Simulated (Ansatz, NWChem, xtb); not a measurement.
Ligand exchange: SiH3(CH3) + SiH3F → SiH3(SiH3) + CH3F

Gas-phase species: SiH3(CH3) (methylsilane), singlet; SiH3F `F[SiH3]`, singlet; SiH3(SiH3) (disilane), singlet; CH3F (fluoromethane) `CF`, singlet. The partners trade CH3 for SiH3: Si–CH3 and F–SiH3 bonds give way to Si–SiH3 and F–CH3.

Shapes, held fixed at every level: PBE0-D4/def2-TZVP. Programs: Ansatz 0.2.0, NWChem 7.3.0, xtb 6.7.1. The zero-point and thermal change to 298 K, harmonic and unscaled (PBE0-D4/def2-TZVP), is +1.1 kJ/mol.

```csv
level,kind,ΔH(298 K) (kJ/mol),less CCSD(T)/CBS estimate
GFN1-xTB,semi-empirical,+291.9,+69.2
PBE-D4/def2-TZVPP,GGA,+192.1,-30.6
PBE0/def2-SVP,global hybrid,+180.2,-42.5
BHLYP-D4/def2-TZVPP,global hybrid,+220.1,-2.6
wB97X-V/def2-TZVPP,range-separated hybrid,+211.1,-11.6
B2PLYP/def2-TZVPP,double hybrid,+221.9,-0.8
CCSD/def2-TZVPP,coupled cluster or CI,+220.3,-2.4
CCSD(T)/CBS estimate,coupled cluster or CI,+222.7,0.0
```

The highest level, CCSD(T)/CBS estimate, gives ΔH(298 K) = +222.7 kJ/mol; the levels span +180.2 to +291.9. GFN1-xTB strays far from the other rows. The column of differences is taken from that level and isn't an error. No measured value is set beside it here. The CBS estimate extrapolates MP2 from def2-TZVPP and def2-QZVPP and adds CCSD(T) − MP2 in the triple-zeta set, cores frozen.

The exchange is strongly endothermic at every level, so enthalpy clearly favours fluorine on silicon and methyl bound to silyl over disilane and fluoromethane. With a thermal correction of only +1.1 kJ/mol, the preference is almost wholly electronic. Its main source is the Si–F bond: silicon is more electropositive than carbon, which gives this bond a larger ionic contribution than C–F, and its larger size eases repulsion between the fluorine lone pairs and the neighbouring bonds. Replacing Si–C by Si–Si adds to the cost, since a polar bond with a compact carbon orbital gives way to a nonpolar one with more diffuse overlap.

The sign is therefore secure, but the magnitude is less so among the cheaper methods. PBE0/def2-SVP falls below even PBE-D4, probably in part because its small basis describes the polar fluorine bonds unevenly. The total reaction enthalpy doesn't by itself divide the cost between the fluorine transfer and the formation of the Si–Si bond.
